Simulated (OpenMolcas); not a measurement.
## How methods differ on InSiNH6 (SMILES N[SiH2][InH2])

The species is InSiNH6 (9 atoms), meant as a singlet with charge 0. SMILES: `N[SiH2][InH2]`. The coordinates come from a PBE0-D4/def2-TZVP relaxation. This is one conformer, not always the lowest.

```
atom    x (Å)    y (Å)    z (Å)
   N  -0.8915   0.5914  -1.3364
  Si   0.3738   0.7440  -0.1687
  In   0.2672  -1.2554   1.4461
   H  -1.0956  -0.3142  -1.7266
   H  -1.0357   1.3160  -2.0225
   H   0.1700   2.0365   0.5452
   H   1.7589   0.8321  -0.7407
   H  -0.5512  -2.7168   0.9919
   H   1.0041  -1.2337   3.0116
```

Each level gives the energy change with the N1–Si2 bond stretched from 1.729 to 1.988 Å (eV). The values are calculated.

```csv
level,kind,program,value (eV),CPU time (all runs)
SVWN5/def2-SVP (core potential) (restricted),LDA,OpenMolcas,0.59,65 s
BLYP/def2-SVP (core potential) (restricted),GGA,OpenMolcas,0.44,75 s
revPBE/def2-SVP (core potential) (restricted),GGA,OpenMolcas,0.44,75 s
TPSS/def2-SVP (core potential) (restricted),meta-GGA,OpenMolcas,0.49,98 s
r2SCAN/def2-SVP (core potential) (restricted),meta-GGA,OpenMolcas,0.55,1.8 min
BHLYP/def2-SVP (core potential) (restricted),global hybrid,OpenMolcas,0.62,73 s
M06-2X/def2-SVP (core potential) (restricted),hybrid meta-GGA,OpenMolcas,0.59,90 s
PBE0/def2-SVP (core potential) (restricted),global hybrid,OpenMolcas,0.57,78 s
```

The first shape isn't each level's own minimum. The values span 0.44 to 0.62 eV. Times are those of the runs behind each value, whatever else they computed, on shared processors of several kinds: orders of magnitude only.

Stretching the Si–N bond costs energy at every level, as expected for a strong, polar bond between electropositive silicon and electronegative nitrogen. The stretch weakens both the σ overlap and the electrostatic attraction. The nearly planar nitrogen also suggests some donation of its lone pair into σ* orbitals on silicon, which would add to the resistance.

The two GGAs give the softest response, 0.44 eV, and BHLYP the stiffest, 0.62 eV. The contrast between BLYP and BHLYP, which share their correlation functional, points to exchange as the main source of that gap, probably in part because the common starting geometry lies at a different place on each method's potential curve. Exact exchange is not required for a high value, however: SVWN5 matches M06-2X at 0.59 eV, and r2SCAN comes close to PBE0. The ordering therefore does not follow the usual ladder of functionals. Without a correlated wavefunction reference, agreement between these functionals cannot establish which value is most accurate.
